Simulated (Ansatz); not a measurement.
# A series in volume per atom on Rh

Results calculated with Ansatz 0.2.0 development build, not measured. Equation of state of a cubic crystal from periodic Kohn-Sham density functional theory without spin; pressure corrected for the finite basis.

Cell of the first row (space group Fm-3m, No. 225):
```
Rh
1.0
      0.0000     1.8763     1.8763
      1.8763     0.0000     1.8763
      1.8763     1.8763     0.0000
Rh
1
Direct
  0.00000 0.00000 0.00000
```

Settings of every row: formula Rh; structure type fcc; functional PBE; spin treatment none; k mesh 25x25x25; occupation method fermi-dirac; occupation width 0.061225619 eV; wave cutoff 420 eV; datasets soft-1 PAW; density cutoff ratio 4.

```csv
row,volume per atom (Å³),energy above lowest point (meV/atom),pressure (GPa)
1,13.212,45.76,18.565
2,13.493,?,?
3,13.774,4.61,5.412
4,14.055,0,-0.044
5,14.336,4.41,-4.865
6,14.617,16.75,-9.118
7,14.899,36.1,-12.866
```

Question: what energy above lowest point and pressure should row 2 give?

Worked fit of energy above lowest point. Take u = (V_r/V)^(2/3) − 1 with V_r = 14.195 Å³ an atom, which is twice the finite (Eulerian) strain; such expansions in the strain, on which the Birch-Murnaghan equation of state is built, carry the rest volume and the bulk modulus. The shown rows have u = 0.04901, 0.02027, 0.00663, -0.00657, -0.01934, -0.03175. Least squares give energy above lowest point = 1.152 − 335.71 × u + 24620.1 × u² + 16360 × u³ meV/atom; a parabola predicts inner rows, each left out in turn, worse (root mean square 0.32 against 0.029 meV/atom). The rows lie off it by 0.00, 0.01, -0.01, -0.01, 0.01, -0.01. Its lowest point lies at u = 0.0068, or V = 14.05 Å³ an atom, and the curvature there gives the bulk modulus at fixed shape and fractions, B = (4/9)(1 + u)² E″(u)/V = 256 GPa. The withheld row has u = 0.03439, so the fit gives 1.152 − 335.71 × (0.03439) + 24620.1 × (0.03439)² + 16360 × (0.03439)³ = 19.39 meV/atom.

The calculation gave 19.42 meV/atom. The fit lies 0.03 meV/atom (0.066 % of the column's range) below it; its largest miss of a shown row is 0.01 meV/atom.

Worked fit of pressure. Take u = (V_r/V)^(2/3) − 1 with V_r = 14.195 Å³ an atom, which is twice the finite (Eulerian) strain; such expansions in the strain, on which the Birch-Murnaghan equation of state is built, carry the rest volume and the bulk modulus. The shown rows have u = 0.04901, 0.02027, 0.00663, -0.00657, -0.01934, -0.03175. Least squares give pressure = −2.522 + 365.181 × u + 1274.41 × u² + 1089.6 × u³ GPa; a parabola predicts inner rows, each left out in turn, worse (root mean square 0.022 against 0.0031 GPa). The rows lie off it by 0.000, -0.001, 0.001, 0.002, -0.002, 0.001. The pressure vanishes at u = 0.0067, or V = 14.05 Å³ an atom, and there the bulk modulus at fixed shape and fractions is B = −V dP/dV = (2/3)(1 + u) dP/du = 257 GPa. The withheld row has u = 0.03439, so the fit gives −2.522 + 365.181 × (0.03439) + 1274.41 × (0.03439)² + 1089.6 × (0.03439)³ = 11.588 GPa.

The calculation gave 11.585 GPa. The fit lies 0.003 GPa (0.0095 % of the column's range) above it; its largest miss of a shown row is 0.002 GPa.
